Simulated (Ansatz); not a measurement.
## ScZn: pressure and energy less free atoms against volume per atom

All results are calculated (Ansatz 0.2.0). Periodic Kohn-Sham DFT of a crystal at fixed atoms; pressure and stress are positive in compression; the energy is the free energy less that of spherical unpolarised free atoms; site moments are those in the method's own spheres, positive along +z.

Cell of the first row (space group Pm-3m, No. 221):
```
CELL_PARAMETERS angstrom
3.28160 0.00000 0.00000
0.00000 3.28160 0.00000
0.00000 0.00000 3.28160
ATOMIC_POSITIONS crystal
Sc 0.00000 0.00000 0.00000
Zn 0.50000 0.50000 0.50000
```

Settings of every row: method all-electron LAPW; functional PBEsol; relativity scalar; k mesh 10x10x10; filling fermi-dirac; smearing width 0.03 eV; basis error target 0.5 meV/atom; nucleus gaussian.

Atom start moment: 0 on all atoms.

| row | volume per atom (Å³) | pressure (GPa) | energy less free atoms (eV/atom) |
| --- | --- | --- | --- |
| 1 | 17.67 | 1.618 | -3.6357 |
| 2 | 18.046 | -0.206 | -3.6373 |
| 3 | 18.422 | -1.843 | -3.6348 |
| 4 | 18.61 | -2.597 | -3.6322 |
| 5 | 18.798 | ? | ? |
| 6 | 18.986 | -3.987 | -3.6245 |
| 7 | 19.174 | -4.628 | -3.6194 |
| 8 | 19.55 | -5.807 | -3.6071 |
| 9 | 19.926 | -6.864 | -3.5923 |

Question: what pressure and energy less free atoms should row 5 give?

Worked fit of pressure. Take u = (V_r/V)^(2/3) − 1 with V_r = 18.798 Å³ an atom, which is twice the finite (Eulerian) strain; such expansions in the strain, on which the Birch-Murnaghan equation of state is built, carry the rest volume and the bulk modulus. The shown rows have u = 0.04212, 0.02759, 0.01356, 0.00672, -0.00661, -0.01312, -0.02581, -0.0381. Least squares give pressure = −3.3108 + 104.22 × u + 295.47 × u² + 201 × u³ GPa; a parabola predicts inner rows, each left out in turn, worse (root mean square 0.0033 against 0.00039 GPa). All shown rows lie on it to the printed digit. The pressure vanishes at u = 0.0293, or V = 18 Å³ an atom, and there the bulk modulus at fixed shape and fractions is B = −V dP/dV = (2/3)(1 + u) dP/du = 83.7 GPa. The withheld row has u = 0, so the fit gives −3.3108 + 104.22 × (0) + 295.47 × (0)² + 201 × (0)³ = -3.311 GPa.

The calculation gave -3.311 GPa. The fit meets it to the printed digit.

Worked fit of energy less free atoms. Take u = (V_r/V)^(2/3) − 1 with V_r = 18.798 Å³ an atom, which is twice the finite (Eulerian) strain; such expansions in the strain, on which the Birch-Murnaghan equation of state is built, carry the rest volume and the bulk modulus. The shown rows have u = 0.04212, 0.02759, 0.01356, 0.00672, -0.00661, -0.01312, -0.02581, -0.0381. Least squares give energy less free atoms = −3.62874 − 0.5814 × u + 9.869 × u² eV/atom; a straight line predicts inner rows, each left out in turn, worse (root mean square 0.005 against 4.3e-05 eV/atom). The rows lie off it by 0.0000, 0.0000, 0.0000, 0.0000, 0.0000, 0.0000, 0.0001, 0.0000. Its lowest point lies at u = 0.0295, or V = 18 Å³ an atom, and the curvature there gives the bulk modulus at fixed shape and fractions, B = (4/9)(1 + u)² E″(u)/V = 82.8 GPa. The withheld row has u = 0, so the fit gives −3.62874 − 0.5814 × (0) + 9.869 × (0)² = -3.6287 eV/atom.

The calculation gave -3.6288 eV/atom. The fit lies 0.0001 eV/atom (0.22 % of the column's range) above it, one unit of the last digit.
